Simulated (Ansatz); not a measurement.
## A series in volume scale on Cu

All results are calculated (Ansatz 0.2.0). Periodic Kohn-Sham DFT of a crystal at fixed atoms, scaled to volume_scale times the given cell; pressure positive in compression, energy less spherical unpolarised free atoms, largest_vzz the field gradient of largest size among the nuclei.

The cell before it is scaled or strained (space group Fm-3m, No. 225):
```
CELL_PARAMETERS angstrom
0.00000 1.80750 1.80750
1.80750 0.00000 1.80750
1.80750 1.80750 0.00000
ATOMIC_POSITIONS crystal
Cu 0.00000 0.00000 0.00000
```

Settings of every row: method all-electron LAPW; functional PBEsol; relativity scalar; k mesh 17x17x17; filling fermi-dirac; smearing width 0.03 eV; basis error target 0.25 meV/atom; nucleus gaussian.

Atom start moment: 0 on all atoms.

| row | volume scale | V (Å³/atom) | energy less free atoms (eV/atom) | pressure (GPa) |
| --- | --- | --- | --- | --- |
| 1 | 0.94 | 11.102 | -4.337 | 3.132 |
| 2 | 0.96 | 11.338 | -4.3388 | -0.56 |
| 3 | 0.98 | 11.574 | -4.3356 | -3.818 |
| 4 | 0.99 | 11.692 | -4.3322 | -5.299 |
| 5 | 1 | 11.81 | -4.3278 | -6.69 |
| 6 | 1.01 | 11.929 | -4.3224 | -7.996 |
| 7 | 1.02 | 12.047 | ? | ? |
| 8 | 1.04 | 12.283 | -4.3007 | -11.445 |
| 9 | 1.06 | 12.519 | -4.2824 | -13.396 |

Question: what energy less free atoms and pressure should row 7 give?

Worked fit of energy less free atoms. Take u = (V_r/V)^(2/3) − 1 with V_r = 11.751 Å³ an atom, which is twice the finite (Eulerian) strain; such expansions in the strain, on which the Birch-Murnaghan equation of state is built, carry the rest volume and the bulk modulus. The shown rows have u = 0.0386, 0.02414, 0.01017, 0.00336, -0.00333, -0.00997, -0.02909, -0.04133. Least squares give energy less free atoms = −4.33014 − 0.6592 × u + 12.254 × u² + 5.9 × u³ eV/atom; a parabola predicts inner rows, each left out in turn, worse (root mean square 9.8e-05 against 5.3e-05 eV/atom). All shown rows lie on it to the printed digit. Its lowest point lies at u = 0.0264, or V = 11.3 Å³ an atom, and the curvature there gives the bulk modulus at fixed shape and fractions, B = (4/9)(1 + u)² E″(u)/V = 169 GPa. The withheld row has u = -0.01645, so the fit gives −4.33014 − 0.6592 × (-0.01645) + 12.254 × (-0.01645)² + 5.9 × (-0.01645)³ = -4.3160 eV/atom.

The calculation gave -4.316 eV/atom. The fit meets it to the printed digit.

Worked fit of pressure. Take u = (V_r/V)^(2/3) − 1 with V_r = 11.751 Å³ an atom, which is twice the finite (Eulerian) strain; such expansions in the strain, on which the Birch-Murnaghan equation of state is built, carry the rest volume and the bulk modulus. The shown rows have u = 0.0386, 0.02414, 0.01017, 0.00336, -0.00333, -0.00997, -0.02909, -0.04133. Least squares give pressure = −6.0035 + 207.437 × u + 725.59 × u² + 831 × u³ GPa; a parabola predicts inner rows, each left out in turn, worse (root mean square 0.013 against 0.0037 GPa). The rows lie off it by 0.000, 0.001, 0.000, -0.001, -0.004, 0.004, -0.001, 0.000. The pressure vanishes at u = 0.0264, or V = 11.3 Å³ an atom, and there the bulk modulus at fixed shape and fractions is B = −V dP/dV = (2/3)(1 + u) dP/du = 169 GPa. The withheld row has u = -0.01645, so the fit gives −6.0035 + 207.437 × (-0.01645) + 725.59 × (-0.01645)² + 831 × (-0.01645)³ = -9.223 GPa.

The calculation gave -9.22 GPa. The fit lies 0.003 GPa (0.018 % of the column's range) below it; its largest miss of a shown row is 0.004 GPa.
